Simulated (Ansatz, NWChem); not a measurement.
A small benchmark: dipole moment

6 molecules with nitrogen; the dipole moment in D, computed less measured. Shapes, held fixed at every level: PBE0-D4/def2-TZVP; PN at the measured bond length. No vibrational averaging. Dipoles are compared by magnitude; molecules under 1 D, whose direction can flip, are left out. Programs: Ansatz 0.2.0, NWChem 7.3.0. A level may come from different programs for different species; with the same settings they agree closely. Measured values: NIST CCCBDB.

Levels: A = HF/def2-SVP; B = B3LYP/6-31G* (spherical functions); C = PBE0/def2-SVP.

```
                   molecule  measured      A      B      C
    PN (phosphorus nitride)      2.75  +0.21  -0.30  -0.21
     HCN (hydrogen cyanide)      2.98  +0.21  -0.08  -0.09
C2H5N (N-methylmethanimine)      1.53  +0.21  -0.13  -0.09
           C3H3NO (oxazole)      1.50  +0.02  +0.05  +0.05
      C2H7N (dimethylamine)      1.03  +0.06  -0.05  -0.07
            C4H5N (pyrrole)      1.84  +0.18  +0.10  +0.19
```

(1) Sum up the errors.

## Answers

(1) 
| level | kind | mean error | mean absolute error | worst case |
| --- | --- | --- | --- | --- |
| HF/def2-SVP | Hartree–Fock | +0.148 | 0.148 | PN |
| B3LYP/6-31G* (spherical functions) | global hybrid | -0.068 | 0.118 | PN |
| PBE0/def2-SVP | global hybrid | -0.037 | 0.117 | PN |

On this set PBE0/def2-SVP has the smallest mean absolute error and HF/def2-SVP the largest. HF/def2-SVP is too high in 6 of 6; B3LYP/6-31G* (spherical functions) is too low in 4 of 6; PBE0/def2-SVP is too low in 4 of 6. The tabulated value of C4H5N is in doubt (older tables, estimates, or at odds with other calculations) and kept here. Over the 5 molecules whose values aren't doubted the mean absolute errors are A 0.142; B 0.122; C 0.102. The smallest two are near a tie. The largest two are near a tie. The set is small.

Hartree–Fock makes these molecules too polar, and both hybrids lower the dipole most in PN, HCN and N-methylmethanimine, the three with a localised multiple bond to nitrogen. Without correlation, such a bond is too ionic. Correlation mixes in π→π* configurations whose antibonding orbital lies mainly on the less electronegative atom, so charge flows back from nitrogen. Dimethylamine, with only single bonds, responds much less. Oxazole breaks the pattern: its dipole rises slightly, from an error of +0.02 to +0.05 with either hybrid, probably because changes in the σ and π contributions nearly cancel around the ring.

In PN the correction overshoots, turning +0.21 into -0.30 with B3LYP and -0.21 with PBE0. Small basis sets without diffuse functions describe the outer density and its polarisation poorly, so this undershoot may reflect the basis as much as the functional. The comparison therefore supports a correlation-driven loss of polarity in the localised multiple bonds, but not a ranking of the two functionals themselves, since their basis sets differ too.
